## Results and discussion

BLYP looks out of place among these functionals, the approximations used for exchange and correlation. It gives lanthanum the largest volume per atom, 39.92 Å³, yet its crystal is stiffer than that of RPBE: the bulk modulus is 25.3 GPa against 23.6 GPa. A roomier crystal is usually a softer one. To judge how odd this row is, one needs an estimate of how much softness a given gain in volume should bring.

Dhcp lanthanum, calculated with Ansatz 0.2.0: density-functional theory with plane waves, scalar-relativistic PAW and Fermi-Dirac smearing. Each row uses the magnetic start that gave the lowest energy among those tried. The volume, bulk modulus and its pressure derivative come from a fit of energy against volume for uniformly scaled cells.

| functional | wave cutoff | smearing width | k mesh | starting moments | volume per atom (Å³) | bulk modulus (GPa) | bulk modulus pressure derivative |
| --- | --- | --- | --- | --- | --- | --- | --- |
| LDA | 420 eV | 0.1 eV | 13×13×4 | none | 32.15 | 29.5 | 2.91 |
| PBEsol | 420 eV | 0.1 eV | 13×13×4 | none | 33.91 | 26.8 | 2.71 |
| PBE | 420 eV | 0.1 eV | 13×13×4 | none | 37.10 | 25.2 | 2.37 |
| revPBE | 420 eV | 0.1 eV | 13×13×4 | none | 38.53 | 23.9 | 2.28 |
| RPBE | 420 eV | 0.1 eV | 13×13×4 | none | 39.10 | 23.6 | 2.27 |
| BLYP | 420 eV | 0.1 eV | 12×12×4 | none | 39.92 | 25.3 | 2.78 |
| r2SCAN | 500 eV | 0.1 eV | 13×13×4 | none | 37.27 | 23.3 | 2.05 |
| m-r2SCAN | 500 eV | 0.05 eV | 13×13×4 | La +1 La +1 La +1 La +1 μB | 37.29 | 23.1 | 2.03 |

All rows describe a non-magnetic metal: seven were run without spin, and the starting moments of m-r2SCAN vanished during the run.

From LDA through PBEsol, PBE and revPBE to RPBE, the volume grows and the bulk modulus falls. A likely explanation of the volumes, not tested separately here, lies in the gradient correction. LDA sees only the local electron density and binds the atoms too tightly. The other four also respond to how fast the density varies, which favours more separated atoms and acts like an outward push. The push is weaker in PBEsol than in PBE, and stronger in revPBE and RPBE.

The stiffness can be estimated from a simple picture. Plot the energy of the crystal against its volume: the curve is a valley, with the equilibrium volume at the bottom. Suppose that a change of functional mainly stretches this valley along the volume axis. A one per cent change of volume then costs the same energy as before, but it is spread over a larger volume, so less pressure is needed to produce it.

Let $V$ be the equilibrium volume per atom and $x$ the relative change from it. Near the bottom of the valley the energy per atom rises by $\tfrac12 Cx^2$, where $C$ is an energy. Pressure is energy gained per volume lost, so its size is $Cx/V$. The bulk modulus $B$ is pressure per relative change of volume, which gives

$$B=\frac{C}{V}.$$

The constant is taken from the PBE row alone: $C = 25.2\times37.10 \approx 935$ GPa Å³, or about 5.8 eV per atom. For LDA, which played no part in setting it, the estimate is

$$B\approx\frac{935}{32.15}\approx 29.1\ \text{GPa}.$$

The full calculation gives 29.5 GPa, so the estimate is 1.4 % too low. The same constant gives the energy cost of a small squeeze: a 4 % change of volume costs $\tfrac12\times5.8\ \text{eV}\times0.04^2$, or roughly 5 meV per atom.

The second worked row, r2SCAN, shows where the rule breaks down. Its volume of 37.27 Å³ leads to $935/37.27\approx25.1$ GPa, while the calculation gives 23.3 GPa, so the estimate is 8 % too high. The volume is almost that of PBE, but the crystal is clearly softer. The bulk modulus therefore can't be a function of volume alone.

For LDA, PBEsol, revPBE and RPBE, the typical error (root mean square) of the rule is 2 % of the calculated bulk modulus. Using the PBE value unchanged for these four would give 9 %. Over all seven rows other than PBE, the typical error of the rule rises to 5 %. The output below compares the rule, with its constant from PBE, with two other simple estimates.

BLYP can now be judged. The rule puts it 7 % too low, so its valley is steeper than that of PBE even in relative volume, whereas the valleys of r2SCAN and m-r2SCAN are shallower. Energies at three volumes show the same differences, so they do not come from the fit of the energy curve. A possible cause is that these functionals differ from PBE in more than the strength of the gradient correction. This is untested here. The use of PBE datasets throughout may also contribute, as may the coarser k mesh of BLYP and the higher cutoff of the two r2SCAN forms. For BLYP the unchanged PBE value is in fact the better guess.

The rule compares crystals at rest, each with its own functional. The runs behind the PBE row, in which one crystal is squeezed step by step, behave differently. Compressed by about a tenth, that crystal already has a stiffness of 32 GPa, more than LDA reaches at a still smaller volume. Anyone estimating stiffness under pressure should therefore use the pressure derivative of the bulk modulus, not $C/V$.

The contrast also shows what the gradient correction does. If it were a constant outward pressure, removing it would be the same as squeezing the PBE crystal, and LDA would come out about 20 % stiffer than it does. The push must therefore grow as the atoms approach, and a push that grows on compression adds stiffness of its own. Going from PBE to LDA shrinks the crystal, which stiffens it, but also takes this contribution away. The two effects partly cancel, which explains why the trend is gentle. That it lies close to $1/V$ is a result of the calculations, not of this argument.

The stretched valley is still an approximation. A pure stretch would leave the pressure derivative of the bulk modulus unchanged, but it falls from 2.91 in LDA to 2.27 in RPBE. The rule is thus best kept to dhcp lanthanum between about 32 and 39 Å³ per atom, and to functionals that differ from PBE mainly in the strength of the gradient correction. Its errors are measured against the calculations, not against experiment.

Output of the analysis:

```
Rule B = C/V, C from PBE:
       row  B by rule (GPa)  miss (%)  miss of constant B (%)  miss of constant added pressure (%)
       LDA            29.08    -1.424                  -14.58                                19.94
    PBEsol            27.57     2.875                   -5.97                                16.36
       PBE             25.2         0                       0                                    0
    revPBE            24.26     1.526                   5.439                                 -3.6
      RPBE            23.91     1.318                    6.78                               -5.714
      BLYP            23.42    -7.431                 -0.3953                               -16.27
    r2SCAN            25.09     7.661                   8.155                                6.989
  m-r2SCAN            25.07     8.535                   9.091                                7.778
Curvature of energy per atom:
       row  B times V (eV)  from three energies (eV)
       LDA            5.92                     5.812
    PBEsol           5.672                     5.578
       PBE           5.835                     5.734
    revPBE           5.748                     5.719
      RPBE           5.759                     5.688
      BLYP           6.304                      6.25
    r2SCAN            5.42                     5.344
  m-r2SCAN           5.376                      5.25
C from the PBE row (GPa Å³): 934.9
C from the PBE row (eV per atom): 5.835
LDA volume relative to PBE (%): -13.34
r2SCAN volume relative to PBE (%): 0.4582
r2SCAN bulk modulus relative to PBE (%): -7.54
rms miss of rule, LDA and PBE relatives without PBE (%): 1.895
rms miss of constant B, same four rows (%): 8.995
rms miss of constant added pressure, same four rows (%): 13.33
rms miss of rule, all seven rows other than PBE (%): 5.36
rms miss of constant B, same seven rows (%): 8.22
rms miss of constant added pressure, same seven rows (%): 12.45
largest miss of rule in size, all rows (%): 8.535
energy cost of a 4 % volume change by the rule (meV per atom): 4.668
PBE stiffness between volume factors 0.88 and 0.92, from pressures (GPa): 32.03
```
